**Breaks and smoothness of the highest LB94 eigenvalue along the 27-electron sequence**

The table holds minus the highest Kohn-Sham eigenvalue and the mean radius of that level for Co and twelve 3d9 ions up to Ru17+, from non-relativistic, spin-polarised, spherical LB94 calculations, with NIST ionisation energies for four rows. The program tests a hydrogenic n = 3 expansion in Z with the Z² term fixed, against a single screening constant and a form without the fading term, and computes the curvature row by row without a model. The curvature of the 3d9 rows falls from 3.67 to 3.08 eV towards the hydrogenic 3.02 eV, and the four-parameter form fits them within 0.022 eV, above rounding but with a smooth sign pattern. Co, whose highest level is 4s, lies a few eV above the 3d9 curve, at most the 3 to 4 eV given by fits that run low at this end, and has about 2.3 times the extrapolated radius. LB94 overshoots all four references, by about 2 eV for the three 3d9 ions.

Non-relativistic, spin-polarised all-electron Kohn-Sham calculations (radks radial solver (version 1) with Libxc, LB94 model potential) for the 27-electron isoelectronic sequence, with spherical densities and a point nucleus. Each species has the ground configuration listed by NIST, with open shells filled at highest spin. Minus the highest occupied eigenvalue estimates the ionisation energy.

## Numerical check

```python
# Table: minus highest Kohn-Sham eigenvalue (eV) and mean radius (bohr), 27-electron ions; radks, LB94,
# non-relativistic, spin-polarised, spherical; NIST values for four rows. Tested: hydrogenic n=3 Z-expansion
# with fixed Z^2 term on the 3d9 rows, model-free curvature against rounding, and the size of the Co break.
T = {
    'ion': ['Co', 'Cu2+', 'Zn3+', 'Ga4+', 'As6+', 'Se7+', 'Br8+', 'Rb10+', 'Sr11+', 'Zr13+', 'Mo15+', 'Tc16+', 'Ru17+'],
    'Z': [27, 29, 30, 31, 33, 34, 35, 37, 38, 40, 42, 43, 44],
    'charge': [0, 2, 3, 4, 6, 7, 8, 10, 11, 13, 15, 16, 17],  # e
    'configuration': ['[Ar] 3d7 4s2', '[Ar] 3d9', '[Ar] 3d9', '[Ar] 3d9', '[Ar] 3d9', '[Ar] 3d9', '[Ar] 3d9', '[Ar] 3d9', '[Ar] 3d9', '[Ar] 3d9', '[Ar] 3d9', '[Ar] 3d9', '[Ar] 3d9'],
    'minus_highest_eigenvalue': [8.8457, 39.075, 61.641, 87.881, 150.71, 187.1, 226.74, 315.58, 364.74, 472.43, 592.54, 657.23, 725.0],  # eV
    'highest_level_mean_radius': [2.8282, 0.90678, 0.81223, 0.73949, 0.63249, 0.59137, 0.5559, 0.49748, 0.47303, 0.43117, 0.39653, 0.38132, 0.3673],  # bohr
    'highest_level': ['4s down', '3d down', '3d down', '3d down', '3d down', '3d down', '3d down', '3d down', '3d down', '3d down', '3d down', '3d down', '3d down'],
    'nist': [7.88101, 36.841, 59.573, 86.01, None, None, None, None, None, None, None, None, None],  # eV
    'nist_kind': ['measured', 'measured', 'measured', 'semi-empirical', None, None, None, None, None, None, None, None, None],
    'nist_unc': [0.00012, 0.012, 0.019, 0.12, None, None, None, None, None, None, None, None, None],  # eV
    'error': [0.965, 2.23, 2.07, 1.87, None, None, None, None, None, None, None, None, None],  # eV
}
import numpy as np
from scipy.constants import physical_constants as pc, alpha
Ry = pc['Rydberg constant times hc in eV'][0]; A = Ry/9
ion = T['ion']; Za = np.array(T['Z'], float)
Ea = np.array(T['minus_highest_eigenvalue'], float); ra = np.array(T['highest_level_mean_radius'], float)
m = np.array(['3d' in s for s in T['highest_level']])
Z, E, r = Za[m], Ea[m], ra[m]; nm = [x for x, k in zip(ion, m) if k]; N = len(Z)
fl = 0.5*10**(np.floor(np.log10(E))-4)   # rounding, five figures
def fit(z, y, lin, grid):
    best = None
    for s in grid:
        B = lambda x, s=s: np.column_stack([np.ones_like(x)]+([x] if lin else [])+([] if s is None else [1/(x-s)]))
        p = np.linalg.lstsq(B(z), y, rcond=None)[0]; q = np.sum((B(z)@p-y)**2)
        if best is None or q < best[0]: best = (q, s, p, B)
    q, s, p, B = best
    return s, p, (lambda x: B(np.atleast_1d(np.array(x, float)))@p)
G = np.arange(0, 26.01, 0.1); y = E-A*Z**2; yr = 10.5/r-Z
sg = np.arange(15, 27, 0.001); s1 = sg[np.argmin([np.sum((A*(Z-s)**2-E)**2) for s in sg])]
r1 = A*(Z-s1)**2-E
_, p2, f2 = fit(Z, y, True, [None]); r2 = f2(Z)-y
s3, p3, f3 = fit(Z, y, True, G); r3 = f3(Z)-y
loo = np.array([fit(np.delete(Z, i), np.delete(y, i), True, G)[2](Z[i])[0]-y[i] for i in range(N)])
sr, pr, fr = fit(Z, yr, False, G); rr = 10.5/(Z+fr(Z))-r
h = np.diff(Z); sl = np.diff(E)/h
cu = 2*np.diff(sl)/(h[1:]+h[:-1])
cf = 2*(fl[2:]/h[1:]+fl[1:-1]*(1/h[1:]+1/h[:-1])+fl[:-2]/h[:-1])/(h[1:]+h[:-1])
print(f"hydrogenic n=3: Ry/9={A:.4f} eV, curvature 2Ry/9={2*A:.3f} eV per Z^2")
print(f"M1 (Ry/9)(Z-s)^2: s={s1:.2f}; M2 +bZ+c: c,b={p2.round(2)}; M3 +d/(Z-s): c,b,d={p3.round(2)}, s={s3:.1f}")
for n_, x in (('M1', r1), ('M2', r2), ('M3', r3), ('M3 leave-one-out', loo)):
    print(f"{n_}: rms {np.sqrt(np.mean(x**2)):.3f} eV, worst {nm[np.argmax(abs(x))]} {x[np.argmax(abs(x))]:+.3f} eV")
print(f"radius 10.5/r=Z-sig+d/(Z-s): sig={-pr[0]:.2f} d={pr[1]:.2f} s={sr:.1f}; worst {nm[np.argmax(abs(rr))]} {max(abs(rr)):.5f} bohr (floor 0.000005)")
print("ion | model-table M1 M2 M3 LOO, floor (eV) | curvature+-floor | screening from E, from r")
for i in range(N):
    c = f"{cu[i-1]:.3f}+-{cf[i-1]:.3f}" if 0 < i < N-1 else "end row"
    print(f"{nm[i]} | {r1[i]:+.2f} {r2[i]:+.2f} {r3[i]:+.3f} {loo[i]:+.3f} {fl[i]:.4f} | {c} | {Z[i]-np.sqrt(E[i]/A):.2f} {-yr[i]:.2f}")
print(f"curvature above 2Ry/9: first {cu[0]-2*A:.3f} ({100*(cu[0]/2/A-1):.1f}%), last {cu[-1]-2*A:.3f} eV ({100*(cu[-1]/2/A-1):.1f}%)")
print(f"slope dE/dZ first {sl[0]:.2f}, last {sl[-1]:.2f} eV; d(10.5/r)/dZ first {np.diff(10.5/r)[0]/h[0]:.3f}, last {np.diff(10.5/r)[-1]/h[-1]:.3f} (hydrogenic 1)")
print(f"last/first 3d row: E ratio {E[-1]/E[0]:.1f}, r ratio {r[-1]/r[0]:.3f}; r(Co)/r({nm[0]})={ra[0]/r[0]:.2f}")
print("Co (4s, not fitted) against 3d9 curves extrapolated to Z=27:")
for lab, g, k in (('s free', G, 0), ('s=18', [18.], 0), ('s free, no Cu2+', G, 1)):
    e = A*Za[0]**2+fit(Z[k:], y[k:], True, g)[2](Za[0])[0]; x = 10.5/(Za[0]+fit(Z[k:], yr[k:], False, g)[2](Za[0])[0])
    print(f"  {lab}: E {e:.2f} eV, table-model {Ea[0]-e:+.2f}; r {x:.2f} bohr, table/model {ra[0]/x:.2f}")
print(f"  M1 E {A*(Za[0]-s1)**2:.2f} eV, M2 E {A*Za[0]**2+f2(Za[0])[0]:.2f} eV, table {Ea[0]:.2f} eV")
ix = [i for i, v in enumerate(T['nist']) if v is not None]
for i in ix:
    print(f"{ion[i]}: error {Ea[i]-T['nist'][i]:+.3f} eV = {100*(Ea[i]/T['nist'][i]-1):.1f}%, {T['nist_kind'][i]} +-{T['nist_unc'][i]} eV")
a, b, c = [float(T['nist'][i]) for i in ix[1:]]; u = [float(T['nist_unc'][i]) for i in ix[1:]]
er = [Ea[i]-T['nist'][i] for i in ix[1:]]
print(f"3d error steps {np.diff(er).round(3)} eV; NIST curvature {a-2*b+c:.3f}+-{np.sqrt(u[0]**2+4*u[1]**2+u[2]**2):.3f}, computed {cu[0]:.3f} eV")
print(f"Co error against 3d7 4s threshold (rough recalled +0.4 eV): about {Ea[0]-T['nist'][0]-0.4:.1f} eV")
# further outputs of the same runs: Z, 3d up, 3d down, 3p down (eV), <1/r> of 3d down (1/bohr)
F = np.array([[35, 228.054, 226.739, 329.812, 2.24923], [40, 474.186, 472.427, 606.524, 2.84426], [44, 727.1, 724.998, 883.797, 3.30914]])
for z, up, dn, p, ir in F:
    print(f"Z={z:.0f}: 3d spin split {up-dn:.2f} eV ({100*(up-dn)/dn:.2f}% of E), split/<1/r> {(up-dn)/ir:.3f} eV bohr, 3p-3d gap {p-dn:.1f} eV ({100*(p-dn)/dn:.0f}%)")
print(f"3p-3d gap slope per Z: {(np.diff(F[:,3]-F[:,2])/np.diff(F[:,0])).round(2)} eV")
for i in (0, N-1):
    print(f"relativistic scale Ry*alpha^2*Zr^4/81, {nm[i]}: order 10^{np.log10(Ry*alpha**2*(10.5/r[i])**4/81):.0f} eV (order only)")
assert (~m).sum() == 1 and not m[0]
assert np.all(cu > 2*A) and cu[-1] < 1.05*2*A
assert np.all(np.diff(cu) < cf[1:]+cf[:-1])
assert all(Ea[i] > T['nist'][i] for i in ix)
```

Printed output:

```
hydrogenic n=3: Ry/9=1.5117 eV, curvature 2Ry/9=3.023 eV per Z^2
M1 (Ry/9)(Z-s)^2: s=22.43; M2 +bZ+c: c,b=[635.6  -64.53]; M3 +d/(Z-s): c,b,d=[566.   -63.2  317.71], s=19.8
M1: rms 17.278 eV, worst Cu2+ +26.199 eV
M2: rms 1.791 eV, worst Cu2+ -3.597 eV
M3: rms 0.014 eV, worst Zn3+ +0.022 eV
M3 leave-one-out: rms 0.036 eV, worst Cu2+ -0.105 eV
radius 10.5/r=Z-sig+d/(Z-s): sig=14.33 d=-25.31 s=20.8; worst Cu2+ 0.00056 bohr (floor 0.000005)
ion | model-table M1 M2 M3 LOO, floor (eV) | curvature+-floor | screening from E, from r
Cu2+ | +26.20 -3.60 -0.017 -0.105 0.0005 | end row | 23.92 17.42
Zn3+ | +25.01 -1.50 +0.022 +0.031 0.0005 | 3.674+-0.002 | 23.61 17.07
Ga4+ | +23.17 -0.06 +0.016 +0.025 0.0005 | 3.450+-0.003 | 23.38 16.80
As6+ | +18.22 +1.54 -0.012 -0.018 0.0050 | 3.317+-0.009 | 23.02 16.40
Se7+ | +15.30 +1.91 -0.012 -0.015 0.0050 | 3.250+-0.020 | 22.88 16.24
Br8+ | +12.16 +2.04 -0.015 -0.019 0.0050 | 3.187+-0.010 | 22.75 16.11
Rb10+ | +5.38 +1.82 +0.002 +0.002 0.0050 | 3.160+-0.010 | 22.55 15.89
Sr11+ | +1.79 +1.51 +0.006 +0.011 0.0050 | 3.123+-0.010 | 22.47 15.80
Zr13+ | -5.69 +0.58 +0.016 +0.022 0.0050 | 3.105+-0.005 | 22.32 15.65
Mo15+ | -13.51 -0.67 +0.011 +0.014 0.0050 | 3.090+-0.010 | 22.20 15.52
Tc16+ | -17.51 -1.40 +0.000 +0.000 0.0050 | 3.080+-0.020 | 22.15 15.46
Ru17+ | -21.57 -2.18 -0.016 -0.032 0.0050 | end row | 22.10 15.41
curvature above 2Ry/9: first 0.651 (21.5%), last 0.057 eV (1.9%)
slope dE/dZ first 22.57, last 67.77 eV; d(10.5/r)/dZ first 1.348, last 1.051 (hydrogenic 1)
last/first 3d row: E ratio 18.6, r ratio 0.405; r(Co)/r(Cu2+)=3.12
Co (4s, not fitted) against 3d9 curves extrapolated to Z=27:
  s free: E 5.74 eV, table-model +3.11; r 1.22 bohr, table/model 2.31
  s=18: E 4.90 eV, table-model +3.95; r 1.18 bohr, table/model 2.39
  s free, no Cu2+: E 5.34 eV, table-model +3.51; r 1.21 bohr, table/model 2.33
  M1 E 31.59 eV, M2 E -4.77 eV, table 8.85 eV
Co: error +0.965 eV = 12.2%, measured +-0.00012 eV
Cu2+: error +2.234 eV = 6.1%, measured +-0.012 eV
Zn3+: error +2.068 eV = 3.5%, measured +-0.019 eV
Ga4+: error +1.871 eV = 2.2%, semi-empirical +-0.12 eV
3d error steps [-0.166 -0.197] eV; NIST curvature 3.705+-0.126, computed 3.674 eV
Co error against 3d7 4s threshold (rough recalled +0.4 eV): about 0.6 eV
Z=35: 3d spin split 1.31 eV (0.58% of E), split/<1/r> 0.585 eV bohr, 3p-3d gap 103.1 eV (45%)
Z=40: 3d spin split 1.76 eV (0.37% of E), split/<1/r> 0.618 eV bohr, 3p-3d gap 134.1 eV (28%)
Z=44: 3d spin split 2.10 eV (0.29% of E), split/<1/r> 0.635 eV bohr, 3p-3d gap 158.8 eV (22%)
3p-3d gap slope per Z: [6.2  6.18] eV
relativistic scale Ry*alpha^2*Zr^4/81, Cu2+: order 10^-1 eV (order only)
relativistic scale Ry*alpha^2*Zr^4/81, Ru17+: order 10^1 eV (order only)
```
